\section*{Short-circuit withstand time of a high-voltage IGBT: limits and scaling}

\subsection*{1. The heat source}

In a short circuit the IGBT carries its saturation current density $J$ while it holds the supply voltage $V$. Take a one-dimensional drift region of thickness $W$, constant $J$ and $V$, and a uniform net space charge of magnitude $qN$. Let $x$ run from the plane of highest field into the drift region. Poisson's equation gives $dE/dx=-qN/\varepsilon$. If the field falls to zero at $x=w\le W$, then $V=\int_0^wE\,dx$ gives
\begin{equation}
E(x)=E_{\max}\Big(1-\frac{x}{w}\Big),\qquad w=\sqrt{\frac{2\varepsilon V}{qN}},\qquad E_{\max}=\frac{2V}{w}=\sqrt{\frac{2qNV}{\varepsilon}} .
\end{equation}
The Joule heat per volume is $JE(x)$, and its integral is the power per area $P=VJ$. With $C=\rho c$ the heat capacity per volume, $k$ the thermal conductivity and $D=k/C$,
\begin{equation}
C\,\partial_tT=k\,\partial_x^2T+JE(x).
\end{equation}
The withstand time $t_{sc}$ is defined as the time at which the hottest plane has risen by a critical $\Delta T$.

\subsection*{2. Inputs}

The setting is a silicon 6.5 kV IGBT at $V=4.5$ kV. Compiled measured values are the static dielectric constant 11.7 (Ioffe Institute), $k=130$ W\,m$^{-1}$K$^{-1}$ (Ioffe Institute, temperature not stated), the Debye temperature 645 K (R{\aa}sander 2015) and the gap 1.12 eV (Wing 2021). The following inputs are all typical or assumed: lattice constant $5.431\times10^{-10}$ m, $W=650$ $\mu$m, chip thickness $L=W$, doping $N_D=7\times10^{18}$ m$^{-3}$, $J=1.5\times10^{6}$ A/m$^2$, drift velocities $v_n=9\times10^4$ m/s and $v_p=7\times10^4$ m/s, starting temperature 400 K and critical temperature 700 K. Then $\Delta T=300$ K and $P=6.75\times10^9$ W/m$^2$.

Eight atoms per cubic cell give the classical limit $3nk_B=2.07\times10^6$ J\,m$^{-3}$K$^{-1}$. The Debye heat capacity averaged from 400 to 700 K is 0.930 of it, so $C=1.92\times10^6$ J\,m$^{-3}$K$^{-1}$ and $D=6.77\times10^{-5}$ m$^2$/s.

\subsection*{3. Dimensional analysis}

\textbf{Predict.} The six quantities $t_{sc},\Delta T,C,k,P,w$ involve energy, length, time and temperature. How many groups remain, and what follows if $k$, or instead $w$, drops out?

Six quantities and four dimensions leave two groups,
\begin{equation}
\tau=\frac{Dt}{w^2},\qquad \Pi=\frac{k\,\Delta T}{Pw},\qquad \tau_{sc}=f(\Pi).
\end{equation}
Since $t_{sc}=(Cw^2/k)f$, the conductivity cancels only if $f\propto\Pi$, which gives $t_{sc}\propto C\Delta T\,w/P$. The width cancels only if $f\propto\Pi^2$, which gives $t_{sc}\propto kC\Delta T^2/P^2$. Dimensions fix both power laws, and the heat equation has to supply the prefactors and corrections.

\subsection*{4. Small $\Pi$: the adiabatic limit}

Without conduction each plane heats at $JE(x)/C$, and the plane $x=0$ arrives first:
\begin{equation}
t_{ad}=\frac{C\Delta T}{JE_{\max}}=\frac{C\Delta T\,w}{2VJ}=\frac{C\Delta T}{J\sqrt{2qNV/\varepsilon}},\qquad \tau_{ad}=\frac{\Pi}{2}.
\label{ad}
\end{equation}
A temperature-dependent $C$ enters this limit only through $\int C\,dT$, which is why the averaged value was formed. Conduction can only carry heat away from the hottest plane, so for a given $E(x)$ in one dimension $t_{sc}\ge t_{ad}$.

\textbf{Predict.} Is the first correction of relative order $\tau$, as a smooth source would suggest?

It is larger. Let the plane $x=0$ be an insulated surface of a thick body. Reflecting the source evenly gives the tent $(1-|y|/w)_+$, which has a kink at the hottest point. Heat released a time $s$ ago has spread as a Gaussian of variance $2Ds$. The tent equals $(|y+w|+|y-w|-2|y|)/2w$, and the Gaussian averages are $\langle|y|\rangle=2\sqrt{Ds/\pi}$ and $\langle|y\mp w|\rangle=w+2\sqrt{Ds}\,\mathrm{i}^1\mathrm{erfc}(w/2\sqrt{Ds})$. Here $\mathrm{i}^n\mathrm{erfc}(z)=\int_z^\infty\mathrm{i}^{n-1}\mathrm{erfc}$ and $\mathrm{i}^0\mathrm{erfc}=\mathrm{erfc}$. Integrating over $s$ from 0 to $t$ gives the exact relation
\begin{equation}
\Pi=2\tau\Big[1-b\sqrt\tau+8\sqrt\tau\;\mathrm{i}^3\mathrm{erfc}\Big(\frac{1}{2\sqrt\tau}\Big)\Big],\qquad b=\frac{4}{3\sqrt\pi}=0.752 .
\label{exact}
\end{equation}
The last term is exponentially small for small $\tau$. Inverting the rest,
\begin{equation}
t_{sc}=t_{ad}\Big[1+b\sqrt{\tau_{ad}}+\tfrac32b^2\tau_{ad}+\dots\Big].
\end{equation}
The small parameter is $\sqrt{Dt}/w$. The condition $t\ll w^2/D$ is therefore strict: the first correction reaches a tenth already at $\tau=0.018$.

\subsection*{5. Large $\Pi$ and the crossover}

\textbf{Predict.} When $\sqrt{Dt}\gg w$ the source looks like a sheet. Does its finite depth lengthen or shorten $t_{sc}$?

A sheet of power $P$ at depth $x$ raises the insulated surface by $2P\sqrt{t/kC}\;\mathrm{i}^1\mathrm{erfc}(x/2\sqrt{Dt})$. Expand $\mathrm{i}^1\mathrm{erfc}(z)=\pi^{-1/2}-z+\pi^{-1/2}z^2-\dots$ and average over the triangle, with $\langle x\rangle=w/3$ and $\langle x^2\rangle=w^2/6$:
\begin{equation}
\Pi=2\sqrt{\frac{\tau}{\pi}}-\frac13+\frac{1}{12\sqrt{\pi\tau}}-\dots,\qquad \tau_{sc}\simeq\frac{\pi}{4}\Big(\Pi+\frac13\Big)^2-\frac1{12}.
\end{equation}
The leading term and its correction are
\begin{equation}
t_{sc}=\frac{\pi kC\,\Delta T^2}{4(VJ)^2}\Big[1+\frac{2}{3\Pi}+\dots\Big].
\label{long}
\end{equation}
Buried heat reaches the surface less effectively, so the time lengthens. The correction falls to a tenth only at $\Pi=6.7$, where $\tau=38$ and $\sqrt{Dt}=6.2\,w$.

The two asymptotes $\Pi/2$ and $\pi\Pi^2/4$ meet at $\Pi=2/\pi=0.637$, $\tau=1/\pi=0.318$. Equation \eqref{exact} gives $\tau_{sc}=0.655$ there, 2.06 times either asymptote. The crossover spans more than three decades in time, from $\tau=0.018$ to $38$.

\subsection*{6. The electrical parameters $N$, $V$ and $J$}

\textbf{Predict.} Insert the doping $N_D$ for $N$. Does the triangle fit into the drift region?

It does not: $w=912$ $\mu$m exceeds $W$. The triangle needs $\nu=N/N_{pt}\ge1$ with $N_{pt}=2\varepsilon V/qW^2=1.38\times10^{19}$ m$^{-3}$. For $\nu<1$ the buffer layer cuts the field off and the profile is a trapezoid of the same slope and area $V$:
\begin{equation}
E_{\max}=\frac VW+\frac{qNW}{2\varepsilon}=\frac VW(1+\nu),\qquad t_{ad}=\frac{C\Delta T\,W}{VJ}\,\frac1{1+\nu}.
\end{equation}
For $\nu\ll1$, $t_{ad}\propto V^{-1}(1-\nu+\dots)$ and $N$ drops out. For $\nu\ge1$, $E_{\max}=2\sqrt\nu\,V/W$ and $t_{ad}\propto(NV)^{-1/2}$. Value and slope in $\nu$ match at $\nu=1$. The triangular formula used below $\nu=1$ overstates the time by $(1+\nu)/2\sqrt\nu\ge1$ and is then no lower estimate. For $N_D$ it gives 38.9 $\mu$s, a factor 1.058 above the trapezoid.

\textbf{Predict.} Is $N$ the doping at all? Compare $J/qv_n$ with $N_D$.

The ratio is 15, since $J/qv_n=1.04\times10^{20}$ m$^{-3}$. The mobile charge outweighs the donors. If holes carry the fraction $\gamma$ of $J$, the signed net density is
\begin{equation}
N_s=N_D+\frac Jq\Big(\frac{\gamma}{v_p}-\frac{1-\gamma}{v_n}\Big),\qquad N=|N_s| .
\end{equation}
Its slope is $dN_s/d\gamma=2.38\times10^{20}$ m$^{-3}$, so a change of $\gamma$ by 0.029 shifts $N_s$ by the whole doping. For $N_s>0$ the peak lies at the front junction. For $N_s<0$ the slope reverses and the peak lies at the buffer, near the back of the chip. Constant velocities are an idealisation that fails at the low-field foot of the triangle. The model values are:
\begin{center}
\begin{tabular}{cccc}
$N$ ($10^{19}$ m$^{-3}$) & $\nu$ & $E_{\max}$ ($10^7$ V/m) & $t_{ad}$ ($\mu$s)\\ \hline
0 & 0 & 0.692 & 55.5\\
0.7 & 0.508 & 1.04 & 36.8\\
1.38 & 1 & 1.38 & 27.7\\
2.0 & 1.45 & 1.67 & 23.0
\end{tabular}
\end{center}
The last row, an assumed $N=2.0\times10^{19}$ m$^{-3}$, is the triangular reference case from here on. It arises for $\gamma=0.49$ ($N_s>0$) or $\gamma=0.32$ ($N_s<0$). Much larger $N$ would push $E_{\max}$ to the avalanche field, typically near $2\times10^7$ V/m at such doping, where constant $J$ fails.

\textbf{Predict.} At fixed $\gamma$, what power of $J$ does $t_{ad}$ follow at large current?

Once the mobile term dominates, $N\propto J$ and $t_{ad}\propto J^{-3/2}V^{-1/2}$. On the branch with $N_s<0$ the mobile term is $-2.7\times10^{19}$ m$^{-3}$ at the reference current and scales with $J$. The field is flat at $J=3.9\times10^5$ A/m$^2$ and becomes a reversed triangle at $1.15\times10^6$ A/m$^2$. Beyond that point $d\ln t_{ad}/d\ln J=-1-\tfrac12(N+N_D)/N$, which is $-1.7$ at the reference current and tends to $-3/2$.

\subsection*{7. Placing the device on the map}

For the reference case $w=539$ $\mu$m, $w^2/D=4.30$ ms, $\Pi=0.0107$ and $\tau_{ad}=5.36\times10^{-3}$. The diffusion length is $\sqrt{Dt_{ad}}=39$ $\mu$m and $b\sqrt{\tau_{ad}}=0.055$. Solving \eqref{exact} gives $t_{sc}=1.060\,t_{ad}=24.4$ $\mu$s. The correction would reach a tenth at 76 $\mu$s. The conductivity of hot silicon is typically about half the compiled value, which would lower 0.055 to 0.039 and leaves $t_{ad}$ untouched.

\textbf{Predict.} The junction is not the surface. An unheated layer of thickness $a$ (base region and metal, assumed 10 $\mu$m and silicon-like) lies above it. Compare its effect with 0.055.

For $a\ll\sqrt{Dt}$ the layer acts as a missing flux $JE_{\max}a$, which lowers the surface rise by the fraction $2a/\sqrt{\pi Dt}=0.29$. This exceeds the kink correction, but the deficit fades over a diffusion length, and the hottest plane moves inward. The extreme case is $a\to\infty$, an unheated half-space, which also models a peak at the buffer backed by collector and solder. With $\xi=x/2\sqrt{Dt}$ and $\epsilon=2\sqrt\tau\ll1$, the same Gaussian averages over a one-sided source give, up to exponentially small terms from the foot of the triangle,
\begin{equation}
\frac{C\,\delta T(x,t)}{JE_{\max}t}=1-2\,\mathrm{i}^2\mathrm{erfc}\,\xi-\epsilon\,\big(\xi+2\,\mathrm{i}^3\mathrm{erfc}\,\xi\big),
\end{equation}
where $\delta T$ is the local rise. Its maximum obeys $2\,\mathrm{i}^1\mathrm{erfc}\,\xi=\epsilon(1-2\,\mathrm{i}^2\mathrm{erfc}\,\xi)$. Setting the maximum to $\Delta T$ gives $\xi=0.86$, a depth of 75 $\mu$m, and $t_{sc}=1.23\,t_{ad}=28.3$ $\mu$s. For finite $a$ the insulated surface adds a mirror source whose contribution at every $x\ge0$ falls as $a$ grows, so $t_{sc}$ lies between 24.4 and 28.3 $\mu$s.

Sheet sources act in the opposite direction. A drop $V_s$ localised at $x=0$ adds $2JV_s\sqrt{t/\pi kC}$ at an insulated surface, which relative to the adiabatic rise is
\begin{equation}
\frac{V_s}{V}\,\frac{1}{\sqrt{\pi\tau}} .
\end{equation}
The enhancement $1/\sqrt{\pi\tau_{ad}}$ is 7.7. Recombination heat, with $V_s$ up to the gap voltage 1.12 V, gives at most $1.9\times10^{-3}$. An assumed 10 V across the MOS channel gives 0.017 if spread evenly over the area, about a third of the kink correction.

\subsection*{8. Is the $(VJ)^{-2}$ regime ever reached?}

\textbf{Predict.} Lower $J$ at fixed $w$ until $\Pi=2/\pi$. What does the heat meet first?

The current must fall by a factor 59, to $2.5\times10^4$ A/m$^2$, and then $t_{sc}=2.8$ ms in a thick body. The chip has $L/w=1.2$, and its slowest thermal mode decays in $L^2/\pi^2D=0.63$ ms. The heat meets the back of the chip well before the crossover. If the back is poorly cooled, a cosine expansion between two insulated faces gives, for $t\gg L^2/\pi^2D$,
\begin{equation}
\delta T(0,t)=\frac{Pt}{CL}+\frac{PL}{k}\Big[\frac13-\frac{w}{3L}+\frac{w^2}{12L^2}\Big].
\end{equation}
The law is again $t_{sc}\propto(VJ)^{-1}$ to leading order, with a prefactor $2L/w$ times the adiabatic one. Equation \eqref{long} needs $w\ll\sqrt{Dt}\ll L$, hence $L$ well above $6w$. That holds for a thin drift layer on a thick substrate. In the 6.5 kV chip the window is empty within silicon. A $(VJ)^{-2}$ law can appear only later, when a thick backing holds most of the heat, and with the product $kC$ of the backing.

\subsection*{9. Weighing the model's number}

The model gives $t_{ad}$ from 23.0 to 55.5 $\mu$s across the table and 24 to 28 $\mu$s for the triangular case with conduction. The spread from the unknown $\gamma$ is larger than all thermal corrections, and $t_{ad}$ is proportional to the assumed $\Delta T$, so two figures are the most these times support. Devices of this class are typically rated for about 10 $\mu$s, and the triangular case lies two to three times above that. In 10 $\mu$s the model's peak rises adiabatically by only 130 K. A rating is a guaranteed time with margin. It also covers mechanisms outside this model: leakage-driven thermal runaway after turn-off, and current filaments favoured by a reversed field, which raise the local $J$. Equation \eqref{ad} is a lower estimate of the time to heat uniformly by $\Delta T$ at a known $E_{\max}$, and it sets no lower bound on the time to failure.